**Potassium at the corners of the bcc zone: four waves at P, six waves at H**

At the point N of the body-centred cubic zone two plane waves are degenerate, and a weak potential opens the familiar gap $2|V_{110}|$. At the corners P and H four and six waves meet, and the pattern of levels is richer. This afternoon I work one problem on those corners from start to finish, for a model of potassium.

## The problem

Potassium is bcc with one atom per primitive cell and one conduction electron per atom. Take the cubic lattice constant $a = 5.225$ Å, a typical low-temperature value. The electron has the free mass and moves, without spin-orbit coupling, in the local potential

$$V(\mathbf r)=\sum_{\mathbf G}V_{\mathbf G}\,e^{i\mathbf G\cdot\mathbf r},$$

with the origin on an atom. The average $V_0$ is the zero of energy. The model has $V_{110}=+0.25$ eV on the twelve vectors of the (110) star, $V_{200}=+0.15$ eV on the six vectors of the (200) star, and nothing else. These two numbers are illustrative. The size of $V_{110}$ is typical of K, and the signs and the inequality $V_{200}<V_{110}$ were chosen to give the order of levels at P and H that band calculations for K typically show.

(a) Find the lowest empty-lattice energy and the degenerate waves at P and at H. (b) Find the levels to first order in $V$, with degeneracies and symmetry labels. (c) Check them with sum rules and place them relative to the free-electron Fermi energy. (d) Find the second-order shifts from the waves left out.

## (a) The empty lattice

The reciprocal lattice is fcc: $\mathbf G=g\,(h,k,l)$ with $h+k+l$ even and

$$g=\frac{2\pi}{a}=1.2025\ \text{Å}^{-1}.$$

With $\hbar^2/2m=3.810$ eV Å$^2$ the natural energy unit is

$$E_0=\frac{\hbar^2g^2}{2m}=5.509\ \text{eV}.$$

I quote wave vectors in units of $g$, so a wave $\mathbf q=\mathbf k-\mathbf G$ has energy $E_0\,q^2$. The points are N $=(\tfrac12,\tfrac12,0)$, P $=(\tfrac12,\tfrac12,\tfrac12)$ and H $=(1,0,0)$.

At P, subtract $\mathbf G=0$, $(0,1,1)$, $(1,0,1)$ and $(1,1,0)$. This gives

$$\mathbf q_0=\tfrac12(1,1,1),\quad \mathbf q_1=\tfrac12(1,-1,-1),\quad \mathbf q_2=\tfrac12(-1,1,-1),\quad \mathbf q_3=\tfrac12(-1,-1,1),$$

the corners of a regular tetrahedron, all with $q^2=3/4$. Hence $\varepsilon_P=\tfrac34E_0=4.132$ eV.

At H, subtract $\mathbf G=0$, $(2,0,0)$, $(1,\mp1,0)$ and $(1,0,\mp1)$. This gives $(\pm1,0,0)$, $(0,\pm1,0)$, $(0,0,\pm1)$, the corners of an octahedron, with $q^2=1$ and $\varepsilon_H=E_0=5.509$ eV.

*Question: A cube has eight corners of the type $(\pm\frac12,\pm\frac12,\pm\frac12)$. Why only four?*

Because $(\tfrac12,\tfrac12,\tfrac12)$ and $(-\tfrac12,\tfrac12,\tfrac12)$ differ by $(1,0,0)$, whose index sum is odd. It is not a reciprocal-lattice vector. The other four corners belong to $-\mathbf k_P$, a different Bloch vector that time reversal makes degenerate with P. The potential does not mix the two sets. For the same reason the group of the wave vector at P is $T_d$, without inversion, while at H it is the full $O_h$.

## (b) First-order levels

Between normalised plane waves the potential has the matrix element

$$\langle\mathbf k-\mathbf G|V|\mathbf k-\mathbf G'\rangle=V_{\mathbf G'-\mathbf G}.$$

The atom is a centre of inversion, so the $V_{\mathbf G}$ are real, and cubic symmetry makes them equal within a star. At both points the next shell of waves lies $2E_0=11.02$ eV higher: $q^2=11/4$ at P and $q^2=3$ at H. The ratio $V_{110}/2E_0$ is 0.023, so we first diagonalise $V$ inside the degenerate shell. That is degenerate perturbation theory at first order.

**P.** Each of the six edges of the tetrahedron is a (110) vector, for example $\mathbf q_0-\mathbf q_3=(1,1,0)$ and $\mathbf q_1-\mathbf q_2=(1,-1,0)$. The matrix is

$$H_P=\varepsilon_P\,\mathbb 1+V_{110}\,(J-\mathbb 1),$$

where $J$ is the $4\times4$ matrix of ones. $J$ has the eigenvalue 4 on $(1,1,1,1)$ and 0 on the three vectors whose components sum to zero. Therefore

$$P_1=\varepsilon_P+3V_{110},\qquad P_4=\varepsilon_P-V_{110}\ \ (\text{3-fold}).$$

In numbers, $P_1=4.132\ \text{eV}+0.75\ \text{eV}=4.88$ eV and $P_4=4.132\ \text{eV}-0.25\ \text{eV}=3.88$ eV. The splitting is $4V_{110}=1.00$ eV.

**H.** Each corner of the octahedron has four neighbours at a (110) vector and one opposite corner at a (200) vector. With amplitudes $c_j$, and $c_{\bar j}$ for the corner opposite to $j$, the row for wave $j$ reads

$$(E-\varepsilon_H)\,c_j=V_{200}\,c_{\bar j}+V_{110}\,\bigl(S-c_j-c_{\bar j}\bigr),\qquad S=\sum_i c_i .$$

Sort the solutions by parity. For odd states $c_{\bar j}=-c_j$, so $S=0$ and the bracket vanishes. That leaves $-V_{200}$, once for each axis. For even states $c_{\bar j}=c_j$. If all amplitudes are equal, the bracket is $4c_j$. If instead $S=0$, it is $-2c_j$, and three axis amplitudes with zero sum span two dimensions. Therefore

$$H_1=\varepsilon_H+4V_{110}+V_{200},$$

$$H_{12}=\varepsilon_H-2V_{110}+V_{200}\ \ (\text{2-fold}),$$

$$H_{15}=\varepsilon_H-V_{200}\ \ (\text{3-fold}).$$

The shifts are $+1.15$ eV, $-0.35$ eV and $-0.15$ eV, which give $H_1=6.66$ eV, $H_{12}=5.16$ eV and $H_{15}=5.36$ eV. The doublet and the triplet are separated by $H_{15}-H_{12}=2(V_{110}-V_{200})=0.20$ eV, so the doublet is the lower one exactly when $V_{200}<V_{110}$.

*Question: How do you know the labels?*

The labels are those of Bouckaert, Smoluchowski and Wigner, and they follow from how the functions behave about the atom. Write $\alpha=\pi/a$. The sum of the four waves at P is

$$\psi_{P_1}\propto\cos\alpha x\cos\alpha y\cos\alpha z-i\sin\alpha x\sin\alpha y\sin\alpha z ,$$

which is finite at the origin and invariant under $T_d$. At the body centre it equals $-i$, which is the Bloch phase $e^{3\pi i/2}$, as it must be. The combination $(1,1,-1,-1)$ is

$$\psi_{P_4}\propto i\sin\alpha x\cos\alpha y\cos\alpha z-\cos\alpha x\sin\alpha y\sin\alpha z\approx i\alpha x-\alpha^2yz .$$

It vanishes on the atom and mixes p with d character, because $x$ and $yz$ belong to the same representation of $T_d$. Characters confirm the count. On the classes $E$, $8C_3$, $3C_2$, $6S_4$, $6\sigma_d$ the number of waves left in place is $(4,1,0,0,2)$, which is $(1,1,1,1,1)$ plus $(3,0,-1,-1,1)$, the singlet $P_1$ plus the vector triplet $P_4$.

At H the functions are $\cos gx+\cos gy+\cos gz$ for $H_1$, which is s-like; $\cos gx-\cos gy$ and its partner for $H_{12}$, which starts as $x^2-y^2$ and is d-like; and $\sin gx$, $\sin gy$, $\sin gz$ for $H_{15}$, which are p-like. Positive Fourier components add up to a repulsive bump on the atom. The s-like states put their density there and go up, and the states with a node on the atom are lowered.

*Question: At N the sign of $V_{110}$ cannot be read from the energies. Can it here?*

Yes. At N, $\varepsilon_N=E_0/2=2.75$ eV and the levels are $N_1=\varepsilon_N+V_{110}=3.00$ eV and $N_{1'}=\varepsilon_N-V_{110}=2.50$ eV. Reversing the sign swaps the labels and keeps the two energies, because a phase on one basis wave absorbs the sign. At P three waves form a closed triangle of couplings, and the product of matrix elements around it does not change under such phases. It shows up in the third moment, $(3V_{110})^3+3(-V_{110})^3=24V_{110}^3$, which is odd in $V_{110}$. With $V_{110}=-0.25$ eV the singlet would lie at 3.38 eV and the triplet at 4.38 eV, a different spectrum.

## (c) Sum rules and the Fermi level

The potential matrix has zeros on its diagonal, so the shifts weighted by degeneracy add to zero and the trace is conserved:

$$3V_{110}+3(-V_{110})=0,$$

$$(4V_{110}+V_{200})+2(-2V_{110}+V_{200})+3(-V_{200})=0 .$$

The traces are $4\varepsilon_P=16.53$ eV and $6\varepsilon_H=33.05$ eV, before and after the splitting.

The second moment is a sharper test. The sum of squared shifts equals the sum of squared off-diagonal elements. At P there are 12 such elements, and $12V_{110}^2=0.750$ eV$^2$ equals $(0.75)^2+3(0.25)^2$ in eV$^2$. At H there are 24 of the first kind and 6 of the second, and $24V_{110}^2+6V_{200}^2=1.635$ eV$^2$ equals $(1.15)^2+2(0.35)^2+3(0.15)^2$ in eV$^2$.

There are two electrons per cube, so $k_F^3=3\pi^2\cdot2/a^3$ and $k_F/g=(3/4\pi)^{1/3}=0.620$. This gives $k_F=0.746$ Å$^{-1}$ and $E_F=2.12$ eV. All the corner levels are empty in the ground state: $P_4$ is 1.76 eV and $H_{12}$ is 3.04 eV above the free-electron $E_F$. At first order the lowest band thus reaches 2.50 eV at N, 3.88 eV at P and 5.16 eV at H.

One consequence deserves its own line. Three splittings depend on $V_{110}$ alone:

$$(N_1-N_{1'}):(P_1-P_4):(H_1-H_{12})=2:4:6 ,$$

here 0.50, 1.00 and 1.50 eV. The ratio holds for any weak local potential.

## (d) The waves left out

*Question: You separate $H_{12}$ from $H_{15}$ by 0.20 eV. Is the first-order treatment that good?*

That has to be computed. For a normalised first-order state with amplitudes $c_j$, the second-order shift is

$$\delta E=-\sum_{\mathbf q\ \text{outside}}\frac{\bigl|\sum_jV_{\mathbf q-\mathbf q_j}c_j\bigr|^2}{E_0q^2-\varepsilon}.$$

Each representation occurs once in the shell, so symmetry fixes the $c_j$ and the formula applies level by level. With only two stars in the potential the sum is finite. Write $u=V_{110}$ and $v=V_{200}$.

**H.** Three shells are reached.

The eight waves $(\pm1,\pm1,\pm1)$ lie $2E_0$ higher, and each couples with $u$ to three corners, one on each axis. For $H_1$ the amplitude is $3u/\sqrt6$ and the sum of squares is $12u^2$. For $H_{12}$ the three amplitudes cancel. For $H_{15}$ the amplitude has size $u/\sqrt2$ and the sum is $4u^2$.

The 24 waves of type $(2,1,0)$ lie $4E_0$ higher. The wave $(2,1,0)$ couples with $u$ to $(1,0,0)$ and with $v$ to $(0,1,0)$. For an even state with axis amplitudes $c_x,c_y,c_z$ and $\sum c_i^2=\tfrac12$, the sum is $4\sum_{i\ne j}(uc_i+vc_j)^2$. The cross sum $\sum_{i\neq j}c_ic_j$ is 1 for $H_1$ and $-\tfrac12$ for $H_{12}$, which gives $4(u+v)^2$ and $4(u^2-uv+v^2)$. For $H_{15}$ eight waves carry $u/\sqrt2$ and eight carry $v/\sqrt2$, which gives $4(u^2+v^2)$.

The six waves $(3,0,0)$ lie $8E_0$ higher and give $v^2$ for every state. Dividing by the gaps,

$$\delta H_1=-\frac{6u^2+(u+v)^2+v^2/8}{E_0},$$

$$\delta H_{12}=-\frac{u^2-uv+v^2+v^2/8}{E_0},$$

$$\delta H_{15}=-\frac{3u^2+v^2+v^2/8}{E_0}.$$

**P.** Again three shells are reached. The twelve waves of type $(-\tfrac32,\tfrac12,\tfrac12)$ lie $2E_0$ higher. This one couples with $v$ to $\mathbf q_0$, with $u$ to $\mathbf q_2$ and $\mathbf q_3$, and not to $\mathbf q_1$, which is a (211) vector away. The twelve waves correspond to the twelve ordered pairs $(m,n)$ of $v$-partner and uncoupled wave. For $P_1$ the amplitude is $(2u+v)/2$ and the sum is $3(2u+v)^2$. For $P_4$ the $c_j$ sum to zero, the amplitude is $(v-u)c_m-uc_n$, and $\sum_{m\ne n}c_mc_n=-1$ gives $3(v-u)^2+3u^2+2u(v-u)=4u^2-4uv+3v^2$. The twelve waves of type $(\tfrac32,\tfrac32,\tfrac12)$, $4E_0$ higher, couple to one corner each and give $3u^2$. The twelve of type $(\tfrac52,\tfrac12,\tfrac12)$, $6E_0$ higher, give $3v^2$ in the same way. So

$$\delta P_1=-\frac{\tfrac32(2u+v)^2+\tfrac34u^2+\tfrac12v^2}{E_0},$$

$$\delta P_4=-\frac{\tfrac12(4u^2-4uv+3v^2)+\tfrac34u^2+\tfrac12v^2}{E_0}.$$

The band bottom moves too: $\delta\Gamma_1=-(12u^2/2+6v^2/4)/E_0$. The table lists the numerator of each formula, the shift, and the level measured from $V_0$.

| Level | Degeneracy | First order (eV) | Numerator (eV$^2$) | $\delta E$ (eV) | Through second order (eV) |
|---|---|---|---|---|---|
| $\Gamma_1$ | 1 | 0 | 0.409 | $-0.074$ | $-0.07$ |
| $P_4$ | 3 | 3.88 | 0.142 | $-0.026$ | 3.86 |
| $P_1$ | 1 | 4.88 | 0.692 | $-0.126$ | 4.76 |
| $H_{12}$ | 2 | 5.16 | 0.050 | $-0.009$ | 5.15 |
| $H_{15}$ | 3 | 5.36 | 0.213 | $-0.039$ | 5.32 |
| $H_1$ | 1 | 6.66 | 0.538 | $-0.098$ | 6.56 |

The order of levels survives. The splitting at P falls from 1.00 eV to 0.90 eV, by 10 per cent. The splitting $H_{15}-H_{12}$ falls from 0.20 eV to 0.17 eV, by 15 per cent, and $H_1-H_{12}$ falls from 1.50 eV to 1.41 eV. The ratio $(H_1-H_{12})/(P_1-P_4)$ moves from $3/2$ to 1.57. The symmetric states move most because their amplitudes add in phase. A third-order term is of the size of first-order shift times second-order shift over the gap, for $H_1$ about $1.15\times0.098/11.02=0.01$ eV, so the last digit of the final column is uncertain by about one unit.

*Question: Is the trace still conserved?*

Not within the shell. Every $\delta E$ in the table is negative, because the lowest shell is pushed down by the higher ones. The trace of the whole plane-wave matrix is unchanged, since the higher shells take up the opposite shift. The rule "centre of gravity at $\varepsilon$" is a first-order statement.

*Question: What if $V_{211}$ is not zero?*

It cannot enter the first-order formulas, because no two waves of either shell differ by a (211) vector. It does enter at second order. Each $(1,1,1)$ wave then couples to the three far corners as well, and the nearest-shell term of $H_1$ becomes $-6(u+V_{211})^2/E_0$. With an assumed $V_{211}=+0.10$ eV that term goes from $-0.068$ eV to $-0.133$ eV. The second-order column is therefore specific to the two-star model. Spin-orbit coupling, typically below 0.01 eV for the p states of K, is smaller than all but the smallest entry of that column.

## What a local potential leaves out

*Question: Potassium sits two places before the 3d series begins. Can a local potential know that?*

No, and the same matrices show what is missing. A non-local pseudopotential acts differently on each angular momentum about the atom. Between two waves of equal length at an angle $\theta$, its d channel contributes $W\,\mathcal P_2(\cos\theta)$, with $\mathcal P_2(x)=(3x^2-1)/2$ and a strength $W$ that depends on $|\mathbf q|$. The symmetry of the matrices is unchanged, so the formulas above still apply with a diagonal term added.

At H the diagonal is $W$, neighbours at $90^\circ$ carry $-W/2$, and opposite corners carry $W$. Then $H_1$ moves by $W-2W+W=0$, $H_{15}$ by $W-W=0$, and $H_{12}$ by $W+W+W=3W$. At P the angle has $\cos\theta=-\tfrac13$, that is $109.5^\circ$, and $\mathcal P_2=-\tfrac13$. Then $P_1$ moves by $W-W=0$ and $P_4$ by $W+W/3=4W/3$. At N the angle is $180^\circ$, $N_1$ moves by $2W$ and $N_{1'}$ stays. The traces are now $6W$ at H and $4W$ at P, carried wholly by the levels with d content. An attractive d channel, $W<0$, lowers $H_{12}$, $P_4$ and $N_1$ and touches nothing else at this order. For every $-0.10$ eV of $W$ the shifts are $-0.30$, $-0.13$ and $-0.20$ eV. The ratio $2:4:6$ is then broken at first order: the d channel changes $N_1-N_{1'}$ by $2W$ but $P_1-P_4$ by $-4W/3$ and $H_1-H_{12}$ by $-3W$, in opposite directions.

*Question: So how far are your numbers from potassium?*

The model's answer, measured from its own band bottom, is $P_4$ at 3.93 eV and $H_{12}$ at 5.22 eV, with $P_1-P_4=0.90$ eV and $H_{15}-H_{12}=0.17$ eV. The order at P and H was put in through the choice of inputs and tests nothing. As typical knowledge from band calculations, and not as a measurement, $H_{12}$ of K lies roughly 3.5 to 4 eV above the band bottom, of order 1 eV or more below $H_{15}$, and $N_1$ lies below $N_{1'}$; the model's $H_{12}$ is thus too high by roughly a third to a half, its $H_{15}-H_{12}$ is several times too small, and its order at N is reversed. All three misses point the same way, towards the attractive d channel that lowers $H_{12}$ by $3|W|$ and $N_1$ by $2|W|$ and that no choice of $V_{110}$ and $V_{200}$ can imitate at N, P and H together.